### Question

A tungsten slab with (110) faces is five atomic planes thick. At each point of the surface zone, the table gives the highest filled level (b1) and the lowest empty level (a1), together with the "outer orbital weight" of each. This weight is the share of the state found in atomic orbitals on the two outermost planes of both faces. Predict it for both levels at the three points marked "?", which lie between the zone centre G and the point S. Would a weight close to 1 show that a level is a surface state?

Ansatz 0.2.0, PBE with PAW datasets, scalar-relativistic, no spin polarisation: relaxed five-plane W(110) slab, 420 eV plane-wave cutoff, Gamma-centred 13×13×1 k mesh, Gaussian smearing of 0.1 eV, dipole correction. Outer orbital weights are Löwdin weights on the two outer planes of both faces together, averaged over levels within 1.5 meV and not renormalised.

```csv
point label,point a (reciprocal cell vectors),point b (reciprocal cell vectors),level b1 from the Fermi level (eV),outer orbital weight b1,level a1 from the Fermi level (eV),outer orbital weight a1
X,0.5000,0.0000,-0.710,0.680,0.520,0.520
between,0.4167,0.0000,-1.090,0.800,0.030,0.660
between,0.3333,0.0000,-0.870,0.780,1.450,0.760
between,0.2500,0.0000,-1.390,0.940,0.730,0.880
between,0.1667,0.0000,-0.010,0.880,0.880,0.860
between,0.0833,0.0000,-0.380,0.660,0.260,0.360
G,0.0000,0.0000,-0.020,1.000,0.710,0.040
between,0.0000,0.0833,-0.380,0.660,0.260,0.360
between,0.0000,0.1667,-0.010,0.880,0.880,0.860
between,0.0000,0.2500,-1.390,0.940,0.730,0.880
between,0.0000,0.3333,-0.870,0.780,1.450,0.760
between,0.0000,0.4167,-1.090,0.800,0.030,0.660
Y,0.0000,0.5000,-0.710,0.680,0.520,0.520
between,0.0833,0.5000,-1.190,0.720,0.010,0.700
between,0.1667,0.5000,-0.840,0.740,0.390,0.820
between,0.2500,0.5000,-0.630,0.660,0.070,0.820
between,0.3333,0.5000,-0.030,0.800,0.090,0.880
between,0.4167,0.5000,-0.770,0.680,0.340,0.640
S,0.5000,0.5000,-0.330,0.600,0.400,0.480
between,0.4167,0.4167,-0.170,0.820,0.610,0.780
between,0.3333,0.3333,-0.100,0.800,1.140,0.560
between,0.2500,0.2500,?,?,?,?
between,0.1667,0.1667,?,?,?,?
between,0.0833,0.0833,?,?,?,?
```

### Model answer

Two outer planes on each of two faces make four planes, and the slab has only five. A state spread evenly through the metal therefore already has an outer weight of $4/5$. A high weight is thus the ordinary result here, and what needs explaining is the scatter around it.

A simpler system shows where scatter can come from: a chain of five atoms with one orbital each, one atom for each plane. Its states are standing waves, like those of a string held at both ends. Some have a crest on the middle atom and some have a node there. Tungsten has several orbitals per atom, and they mix, so the chain can suggest the range of weights but not which wave belongs to which level.

In wave number $j$, the share on atom $n$ is $\tfrac{2}{6}\sin^2(\pi j n/6)$. On the middle atom, $n=3$, this is $1/3$ for odd $j$ and zero for even $j$. The outer weight is what remains, $2/3$ or 1. Three waves are odd and two are even, so the average is $(3\times\tfrac{2}{3}+2\times 1)/5=4/5$, the even-spread value again.

Most of the known filled levels lie in the range from $2/3$ to 1 that the chain suggests, though this does not show that they are such waves. The lines G–X and G–Y are mirror images and count once, which leaves 15 distinct points. At 12 of them the weight of b1 is at least $2/3$, two more have 0.66, which is the same within rounding, and only S, at 0.60, lies clearly lower. Weight that spills into vacuum, or into orbitals outside the set used for counting, is lost from the sum and can lower a value in this way.

For b1 the forecast is the mean over the distinct known points, **0.77 ± 0.11** at all three withheld points. The error is the typical miss when each known point is predicted from the others, so an occasional miss is expected.

The empty level a1 scatters more, and its mean is lower. Here the chain does less well: several weights lie well below $2/3$, and the 0.04 at G is far outside its range. The vacuum can hold only the tail of that state, which lies about 4 eV below the vacuum level. The rest of the missing weight must sit on the middle plane or in orbitals outside the set used for counting, which has no tungsten 6p. A state almost wholly on one plane would be odd in a metal whose planes are strongly coupled, so 6p character is the likelier cause, though the table cannot prove it. The computed exchange-correlation potential is also rough where the density is thin, so levels that reach into the vacuum are less certain. The forecast is **0.65 ± 0.24** at (0.25, 0.25) and at (0.1667, 0.1667).

The third point, (0.0833, 0.0833), is close to G, where a1 has a weight of only 0.04. One step from G towards X it is still only 0.36. States change smoothly with wave vector, so some of this character may persist. The forecast is therefore placed halfway between 0.36 and the mean, at **0.51 ± 0.24**, although a crossing of levels could undo the shift.

The energies are not forecast. The columns rank levels by energy, and the level that ranks first can be a different state at the next point. On the way from G to X, b1 drops from −0.01 to −1.39 eV in a single step. Bands may fall steeply there, levels may rise through the Fermi level and leave a deeper one in first place, or both may happen.

A weight close to 1 would not show a surface state. A state bound to the faces approaches 1, but so does an ordinary standing wave with a node on the middle plane.

The withheld rows as computed:

```csv
point label,point a (reciprocal cell vectors),point b (reciprocal cell vectors),level b1 from the Fermi level (eV),outer orbital weight b1,level a1 from the Fermi level (eV),outer orbital weight a1
between,0.2500,0.2500,-0.750,0.960,0.350,0.720
between,0.1667,0.1667,-0.050,0.760,0.060,0.820
between,0.0833,0.0833,-0.350,0.680,0.060,0.680
```

### Remarks on the reasoning

For b1, two of the three values fall within the stated range. The value of 0.96 at (0.25, 0.25) lies above it, 0.19 higher than the forecast. A single mean cannot tell which kind of wave happens to be the last one filled. The chain does allow such a weight for a wave with a node in the middle, but a surface state would fit equally well.

For a1, all three values fall within their ranges, which is a mild success because the ranges are wide. The shift near G was a mistake: the computed weight is 0.68, and the plain mean would have been closer than 0.51. A different state may have become the lowest empty one there, but the ranked levels cannot confirm this.

The most tempting candidate for a surface state is b1 at G, with a weight of 1.00, yet a standing wave with a node on the middle plane would give the same value. The level also lies only 0.02 eV below the Fermi level, well within the smearing of the occupations. Spin-orbit coupling, absent here, can move tungsten levels by tenths of an eV and so change their order.

The remedy follows from the counting. In a slab of fifteen planes, the same four outer planes would hold only $4/15$, or about 0.27, of an evenly spread state, while a state confined to them would stay near 1. The output below gives the mean fitted to the distinct known points for each level, with the misses at the withheld ones.

Numerical output:

```
Outer weight of an evenly spread state, five planes: 0.8
Outer weight of a standing wave with a crest on the middle plane: 0.6667
Outer weight of a standing wave with a node on the middle plane: 1
Outer weight of an evenly spread state if the slab had fifteen planes: 0.2667
Number of distinct known points: 15
Number of these where the highest filled level has at least the crest value: 12
fit of wb on 15 rows (once): constant 0.7707 +/- 0.029; rms 0.107, worst G -0.229, leave-one-out rms 0.115
  rows outside the fit (model, value, miss): between 0.7707, 0.66, 0.111; between 0.7707, 0.88, -0.109; between 0.7707, 0.94, -0.169; between 0.7707, 0.78, -0.00933; between 0.7707, 0.8, -0.0293; Y 0.7707, 0.68, 0.0907; between 0.7707, 0.96, -0.189; between 0.7707, 0.76, 0.0107; between 0.7707, 0.68, 0.0907
fit of wa on 15 rows (once): constant 0.6507 +/- 0.06; rms 0.224, worst G 0.611, leave-one-out rms 0.239
  rows outside the fit (model, value, miss): between 0.6507, 0.36, 0.291; between 0.6507, 0.86, -0.209; between 0.6507, 0.88, -0.229; between 0.6507, 0.76, -0.109; between 0.6507, 0.66, -0.00933; Y 0.6507, 0.52, 0.131; between 0.6507, 0.72, -0.0693; between 0.6507, 0.82, -0.169; between 0.6507, 0.68, -0.0293
Even-spread value less mean weight of the highest filled level: 0.02933
Even-spread value less mean weight of the first empty level: 0.1493
Mean weight of the first empty level without the point G: 0.6943
Shifted forecast for the first empty level at (0.0833, 0.0833): 0.5053
Shifted forecast less computed value at (0.0833, 0.0833): -0.1747
```
